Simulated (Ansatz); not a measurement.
# Ge: energy above lowest point against volume scale

Free energy against uniform scaling of the volume at fixed shape and fractions; periodic cell, basis, potentials, k mesh and filling as listed. The results are calculated, by Ansatz 0.2.0.

The cell before it is scaled or strained (space group Imma, No. 74):
```
Ge
1.0
     -2.5042     2.6597     1.4417
      2.5042    -2.6597     1.4417
      2.5042     2.6597    -1.4417
Ge
2
Direct
  0.18594 0.93594 0.25000
  0.81406 0.06406 0.75000
```

Settings of every row: functional PBEsol; dispersion none; potentials PAW; wave cutoff 500 eV; density cutoff 2000 eV; k mesh 11x11x11; k shift 0x0x0; occupations fermi dirac; smearing width 0.05 eV; spin none.

Limits: coarse k mesh, up to 40 meV an atom off; the cell comes from a prototype or a list of computed structures and needn't be the stable phase.

| row | volume scale | V (Å³/atom) | energy above lowest point (meV/atom) |
| --- | --- | --- | --- |
| 1 | 0.9406 | 18.064 | 0.5 |
| 2 | 0.9703 | 18.634 | 0 |
| 3 | 1 | 19.205 | ? |
| 4 | 1.0297 | 19.775 | 22 |
| 5 | 1.0594 | 20.345 | 42 |

Question: what energy above lowest point should row 3 give?

Worked fit of energy above lowest point. Take u = (V_r/V)^(2/3) − 1 with V_r = 19.204 Å³ an atom, which is twice the finite (Eulerian) strain; such expansions in the strain, on which the Birch-Murnaghan equation of state is built, carry the rest volume and the bulk modulus. The shown rows have u = 0.04164, 0.02029, -0.01934, -0.03775. Least squares give energy above lowest point = 7.59 − 560.1 × u + 9338 × u² meV/atom; a straight line predicts inner rows, each left out in turn, worse (root mean square 8.5 against 0.2 meV/atom). The rows lie off it by 0.0, -0.1, 0.1, 0.0. Its lowest point lies at u = 0.0300, or V = 18.37 Å³ an atom, and the curvature there gives the bulk modulus at fixed shape and fractions, B = (4/9)(1 + u)² E″(u)/V = 76.8 GPa. Letting shape and atoms relax would as a rule lower it, by much in layered, chain or molecular crystals. The withheld row has u = -3e-05, so the fit gives 7.59 − 560.1 × (-3e-05) + 9338 × (-3e-05)² = 7.6 meV/atom.

The calculation gave 7.6 meV/atom. The fit meets it to the printed digit.
